The charge of an atom in a crystal is the number of valence electrons it had as a free atom, less the number assigned to it in the solid. The second number depends on how the electron cloud is divided. The Bader method divides space: it draws boundaries along the valleys of the electron density and counts what lies inside each. The Loewdin method divides by orbital: it asks how much of the occupied states resembles the s, p and d orbitals of each atom. Both were applied to the same density-functional calculation of Ge₂Sb₂Te₅, a layered phase-change material.

Ge2Sb2Te5, 9 atoms in the cell, space group P-3m1 (164), conventional a = 4.202, c = 17.106 Å, 29.06 Å³ an atom. Loewdin populations of the shells that the datasets hold (zero for a shell they lack, f left out), summed by atom and angular momentum, and Bader charges of a cell at fixed atoms. Ansatz 0.2.0, plane-wave PAW, scalar-relativistic; functional PBEsol; no spin polarisation; cutoff 420 eV; k mesh 12×12×2.

```
row  element  s electrons (e)  p electrons (e)  d electrons (e)  Bader charge (e)  Bader volume (Å³)
  1       Ge             1.82             2.36            10.00              0.30              21.14
  2       Sb             1.92             2.87            10.00              0.48              25.79
  3       Te             1.87             4.27            10.00             -0.42              33.07
  4       Te             1.85             4.07            10.00             -0.30              32.22
  5       Te             1.83             4.04            10.00             -0.27              35.08
```

The Bader charges look like ordinary chemistry. Ge and Sb are positive, every Te is negative, and the Te of row 3 is the most negative. The charges are much smaller in size than the nominal +2, +3 and −2, so the bonds are mostly covalent. Two things call for an explanation: why one Te stands out from the others, and why the Loewdin populations disagree with Bader about the sign of Ge.

The picture starts from the stacking. The crystal consists of slabs nine atomic layers thick, with a gap between slabs that only weak forces bridge. The bond lengths show that the Te of row 3 has six Sb neighbours, which puts it in the middle of the slab. From the middle outwards the layers are then Te, Sb, Te, Ge, Te. This is one ordered model of the crystal; another has the Ge and Sb layers exchanged.

Which of rows 4 and 5 is the outermost Te has to be inferred. The Bader volumes fill the whole cell, so the empty space of the gap is credited to the atoms beside it. Row 5 has the largest volume and is therefore taken as the Te at the gap, with three Ge neighbours. Row 4 then sits between Sb and Ge.

Bonding in this family of compounds is mainly a matter of p electrons. A free Te atom has four of them and room for two more. Sb brings three p electrons to its bonds and Ge only two, while their s electrons stay largely at home as a lone pair. Sb thus has more to give. Its Bader charge is 1.6 times that of Ge, close to the 3 : 2 of the p electrons, though a single ratio can't prove the cause.

This suggests a simple model. Let each Ge or Sb atom share its Bader charge equally among its six bonds to Te. The charge q of a Te atom is then

q(Te) = −[n(Sb) · q(Sb) + n(Ge) · q(Ge)] / 6

where n(Sb) and n(Ge) are the numbers of its Sb and Ge neighbours, and q(Sb) and q(Ge) are the Bader charges of those atoms. For the central Te, with six Sb neighbours, the estimate is

q = −(6 · 0.48) / 6 = −0.48 e

The calculation gives −0.42 e, so the estimate is about one seventh too large. The charges of Ge and Sb were taken from the table, but the Te charges were not used.

With rows 4 and 5 assigned as above, the model puts the three kinds of Te in the right order, but it sets the outer one too far apart from the other two. For the outer Te it gives −0.15 e, little more than half of the computed −0.27 e. A cruder assumption, the same charge on every Te, has a smaller typical error: 0.06 e against 0.10 e. Equal sharing is therefore a guide to which Te is richest and a poor guide to how much richer it is. The analysis printed below compares both assumptions with the three Te rows.

The failure is instructive, because bonds need not be equal. Count nominal electrons instead of computed charges, with three from each Sb and two from each Ge, again spread over six bonds. The central Te would be offered 3 electrons, the next one 2.5 and the outer one only 1, although each has room for 2. Chemistry usually answers such an imbalance by stretching the bonds of the atom that is offered too much and shortening those of the atom that is offered too little.

The bond lengths fit this argument where they can be checked. Sb lies 3.14 Å from the central Te but only 2.99 Å from its nearest Te, which must be on its other side. The shortest Ge–Te bond, 2.81 Å, probably points to the outer Te, though the distances at hand don't identify that atom. Two bonds on opposite sides of a Ge or Sb atom compete for the same p orbital. The shorter one overlaps with it more strongly and is expected to claim the larger part of its electrons, and so more of the charge that is passed on.

The Bader charges show how uneven the sharing has to be. Suppose that electrons pass only between adjacent layers, and work inwards from the gap:

Ge to outer Te: 0.27 e
Ge to next Te: 0.30 − 0.27 = 0.03 e
Sb to that same Te: 0.30 − 0.03 = 0.27 e
Sb to central Te: 0.48 − 0.27 = 0.21 e

The central Te receives this last amount from both sides, which makes up its 0.42 e. That the sum closes follows from the neutrality of the cell and doesn't test the picture.

In this account Ge gives about 90 % of its charge to the outer Te and almost nothing inwards. If rows 4 and 5 were exchanged, the share would be even higher, so the conclusion doesn't hang on how they were assigned. All six Te neighbours of Ge lie within 15 % of the shortest distance, so bond length alone is unlikely to explain so uneven a split. These are also net transfers, and a bond that moves almost no charge can still be strong. In terms of charge, the Te between Ge and Sb is supplied almost entirely by Sb. The central Te draws on two Sb layers, and each Sb atom gives it nearly half of its own charge. The account only rewrites the computed charges as transfers, so it describes how the central Te comes to stand out but doesn't prove the cause.

The same account offers a way to see how rows 4 and 5 can be so alike in spite of their different surroundings. The outer Te has half as many near neighbours, but it gets nearly all that Ge has to give. The remaining difference between the two is only 0.03 e. It is too small to carry an explanation of its own.

The Loewdin populations tell the story of the central Te in the same way. They give it 0.22 e more than the Te of row 4, where Bader gives 0.12 e more. Two very different ways of dividing the electrons thus agree on which Te is richest. They differ on the size of the effect by nearly a factor of two.

For Ge they differ even in sign. Its Loewdin charge follows from the four valence electrons and the ten of the filled d shell:

14 − 1.82 − 2.36 − 10.00 = −0.18 e

By this count Ge has gained electrons, while by Bader's it has lost 0.30 e. The Te atoms of rows 4 and 5 come out slightly positive by the Loewdin count, again opposite to Bader. The Loewdin count misses 0.34 electrons in the cell, about 0.04 per atom, so part of these small positive charges may come from the missing electrons. The sign for Ge can't come from them, since adding them would only make Ge more negative.

The shells show where the gain arises. Compared with the free atom, Ge has lost 0.18 s electrons but gained 0.36 p electrons. A free Ge atom has only two p electrons, which leaves four empty places in its p shell, more than in Sb or Te. When the orbitals of neighbouring atoms mix, some Ge p character enters states that would otherwise belong to the neighbours, and the p count of Ge is expected to rise. The p shells of Te aren't the net source, since their counts rise too. Over the whole cell the s shells lose 1.29 electrons and the p shells gain 0.95, so what the p shells gain comes mostly from s shells. The Loewdin method credits to Ge whatever part of the shared states has Ge p character.

Bader's method asks where those same electrons are. The p orbitals of Ge reach far out towards Te, and much of the shared cloud lies on the Te side of the boundary. There it counts as Te, whatever orbital it resembles. This is a likely reason for the disagreement, not a proven one: the table shows the result but doesn't map the cloud itself. Neither sign is an error, since the two methods answer different questions about a bond that is nearly evenly shared.

For practical use, charges of this size are best compared between sites of the same element and within one method. Read in that way, the table says that the Te between two Sb layers is the most electron-rich, and both methods support it. It can't say whether the Sb neighbours or the place in the middle of the slab matter more, because in this stacking the two go together. Real crystals mix Ge and Sb on their layers, so the question has practical weight. A calculation with the Ge and Sb layers exchanged would help to separate the two causes.

The analysis program printed:

```
Two counts of charge in e:
  row  Loewdin charge  Bader charge  Bader over formal charge  s change from free atom  p change from free atom
    1           -0.18           0.3                      0.15                    -0.18                     0.36
    2            0.21          0.48                      0.16                    -0.08                    -0.13
    3           -0.14         -0.42                      0.21                    -0.13                     0.27
    4            0.08          -0.3                      0.15                    -0.15                     0.07
    5            0.13         -0.27                     0.135                    -0.17                     0.04
Models of the Te charge in e with cation charges as input:
  row  equal sharing over bonds  its miss  same charge on every Te  its miss
    1                       0.3         0                      0.3         0
    2                      0.48         0                     0.48         0
    3                     -0.48     -0.06                   -0.312     0.108
    4                     -0.39     -0.09                   -0.312    -0.012
    5                     -0.15      0.12                   -0.312    -0.042
Sum of Bader charges over the cell (e): 1.11e-16
Electrons missing from the Loewdin count in the cell (e): 0.34
Ratio of Bader charges Sb to Ge: 1.6
Extra Bader electrons on Te row 3 over row 4 (e): 0.12
Extra Bader electrons on Te row 4 over row 5 (e): 0.03
Extra Loewdin electrons on Te row 3 over row 4 (e): 0.22
Extra Loewdin electrons on Te row 4 over row 5 (e): 0.05
Rms miss over the five Te with equal sharing (e): 0.09859
Rms miss over the five Te with the same charge on each (e): 0.05564
Part of the Ge charge that goes to the outer Te (percent): 90
The same part if rows 4 and 5 are exchanged (percent): 100
Electrons from one Sb to the central Te (e): 0.21
Electrons from one Sb to its other side (e): 0.27
Change of all s electrons in the cell from free atoms (e): -1.29
Change of all p electrons in the cell from free atoms (e): 0.95
Sum of Bader volumes over the cell (cubic angstrom): 261.5
```
